In SnSe$_2$, light lifts an electron out of a filled band and leaves a hole behind. The two attract each other, and the Bethe-Salpeter equation gives the energies of the pair, the excitons. The exciton weights measure how strongly each level absorbs light polarised along the c axis, across the layers.

Excitons of SnSe$_2$ from GPAW 26.7.0: Bethe-Salpeter equation on LDA states (PAW, 400 eV plane-wave cutoff, no spin-orbit coupling), with 6 valence and 2 conduction bands and the gap raised by 0.89 eV. The k mesh is 7×7×4 for the ground state and 6×6×3 for the excitons; screening uses 73 bands and a 50 eV cutoff. Weights are for light polarised along c.

| row | exciton energies (eV) | exciton weights |
| --- | --- | --- |
| 1 | 1.648 | 2.622 |
| 2 | 1.928 | 0.000 |
| 3 | 1.939 | 0.000 |
| 4 | 1.939 | 0.000 |
| 5 | 2.015 | 0.000 |
| 6 | 2.015 | 0.000 |
| 7 | 2.015 | 0.000 |
| 8 | 2.015 | 0.000 |
| 9 | 2.016 | 0.000 |
| 10 | 2.098 | 0.000 |
| 11 | 2.098 | 0.000 |
| 12 | 2.113 | 0.000 |
| 13 | 2.118 | 0.000 |
| 14 | 2.119 | 0.000 |
| 15 | 2.119 | 0.000 |
| 16 | 2.148 | 3.286 |
| 17 | 2.152 | 0.000 |
| 18 | 2.152 | 0.000 |
| 19 | 2.162 | 0.000 |
| 20 | 2.166 | 0.000 |
| 21 | 2.166 | 0.000 |
| 22 | 2.168 | 0.000 |
| 23 | 2.168 | 0.000 |
| 24 | 2.169 | 0.000 |

**(a) Does absorption begin at the direct gap?**

*Solution.* In this calculation it begins below it. Weaker absorption with the help of lattice vibrations, which can start near the smaller indirect gap, is left out. The LDA direct gap of 0.88 eV was first raised by a fixed 0.89 eV, taken from a G$_0$W$_0$ calculation, which puts the cost of a free electron and hole at the same k point at 1.77 eV. Row 1 lies at 1.65 eV, so attraction saves about 0.12 eV. This binding energy is only an estimate. The gap and the exciton can be compared on the same 6×6×3 mesh, and the 7×7×4 mesh gives the same LDA direct gap, so the 0.12 eV contains no mismatch between meshes. But 6×6×3 is coarse for describing the attraction, and the bands and cutoff used for the screening are not converged either. Both meshes could also miss a still smaller direct gap between their points.

**(b) Why do so many levels come in equal pairs?**

*Solution.* The crystal has a threefold axis, so a transition at one k point has two copies of equal energy, turned by 120° and 240°. Think of three identical s orbitals at the corners of a triangle. They combine into one orbital in which all three are in phase, and two others that share one energy. Three copies of a transition likewise give one single level and one pair.

Two thirds of the levels should therefore be paired, which makes 8 pairs among 24 levels. To a tenth of a meV, the calculation has 8. The count is rough, since k points on a threefold axis have no such copies and row 24 may be half of a pair cut by the end of the list. The choice of 6 valence and 2 conduction bands may also cut through bands of equal energy, which could split a pair or leave out a level. The triangle explains the pairing, but not how far apart the levels lie.

**(c) Why do only two levels carry weight?**

*Solution.* Light along c looks the same after a turn by 120°, so it cannot excite a pair. A single level must also change sign in the right way under the other symmetry operations. The crystal has twelve operations in all, and for a general k point one combination in twelve has the required symmetry. That suggests two levels out of 24, and rows 1 and 16 are the two. Many k points of the mesh are special ones with other shares, so the exact match is partly chance.

A zero here need not mean a dark exciton. For light polarised within the layers, symmetry forbids rows 1 and 16 and allows some of the pairs. Which pairs would then absorb strongly is untested.

**(d) Is the lowest exciton also the strongest?**

*Solution.* Not in this calculation. Row 16 has about 25 % more weight than row 1, and the computed absorption peak at 2.15 eV coincides with it. If both levels are drawn as lines with the same broadening of 0.1 eV, the upper peak is again the higher, by nearly a quarter. Levels above the listed range are left out of this estimate. Here the onset of absorption and its maximum are thus different excitons, half an eV apart. The weights, however, are no better converged than the energies. In the data makers' tests on other systems, the optical matrix elements behind them were also off by a few percent, which alone would hardly reverse the order. Row 16 lies above the direct gap, where a denser mesh could spread its weight over several levels, so the ranking may change.

**(e) Do the levels form a series like that of hydrogen?**

*Solution.* In hydrogen the binding energy falls as $1/n^2$, where $n$ numbers the levels. With $E_g$ for the shifted direct gap and $E_b$ for the binding energy of row 1, the second level should lie at

$$E_2 = E_g - \frac{E_b}{4} = 1.769 - \frac{0.121}{4} \approx 1.74\ \text{eV}.$$

The table has no level there. Row 2 follows only at 1.93 eV, above the gap, so rows 2 to 24 are not bound relative to it.

The likely reason is the coarse mesh. It confines the relative motion of electron and hole to a box about 23 Å wide and 18 Å high, while a second hydrogen-like state is four times as wide as the first. A denser mesh would test this.

**(f) What would change with a smaller shift, or with sulphur in place of selenium?**

*Solution.* The shift enters the cost of every transition equally. If it were 0.1 eV smaller and the screening stayed the same, every level would drop by 0.1 eV, and the binding energy would not change.

Sulphur is a different matter. It holds its electrons more tightly, so the gap should widen and the screening weaken, and the exciton should be bound more strongly. In the same crystal structure the pairing would survive, because it follows from the symmetry.

**(g) Which results can be trusted?**

*Solution.* The safest are those fixed by symmetry: the pairs, and the zeros for light along c. The energies are less certain, as mesh, bands and cutoffs are not converged and spin-orbit coupling, sizeable for selenium, is left out. Even the first decimal of the onset is open, and the order of rows 5 to 9, which span 0.7 meV, means nothing.

For a transistor channel, the onset is also the wrong quantity. The number of carriers that heat lifts across the gap depends on the smallest gap, which is indirect; doping can supply others. This gap would lie at about 1.57 eV, below row 1, if the shift found for the direct gap also held for it, which is untested. The printed output after this text lists the estimates used here.

Numerical output:

```
scissors-shifted direct gap, eV: 1.769
scissors-shifted indirect gap, eV: 1.57
binding energy of row 1 against the shifted direct gap, eV: 0.1211
binding energy as percent of the shifted direct gap: 6.844
row 1 above the LDA direct gap, eV: 0.7689
part of the scissors shift undone by the binding, percent: 13.61
row 1 above the shifted indirect gap, eV: 0.0789
row 2 above row 1, eV: 0.2796
row 2 above the shifted direct gap, eV: 0.1585
second level of a hydrogen-like series with this binding, eV: 1.739
width of the box set by the exciton mesh in the layer, angstrom: 22.87
height of the box set by the exciton mesh along c, angstrom: 18.41
equal pairs found among the listed levels: 8
equal pairs expected from the threefold axis: 8
single levels found (row 24 may have an unlisted partner): 8
levels with weight along c found: 2
levels with weight along c expected, one in twelve: 2
weight of row 16 over weight of row 1: 1.253
row 16 above row 1, eV: 0.4999
absorption peak less row 16, meV: 1.7
peak height at row 16 over that at row 1, two broadened lines: 1.232
spread of rows 5 to 9, meV: 0.7
distance from row 16 to its nearest neighbour, meV: 3.6
```
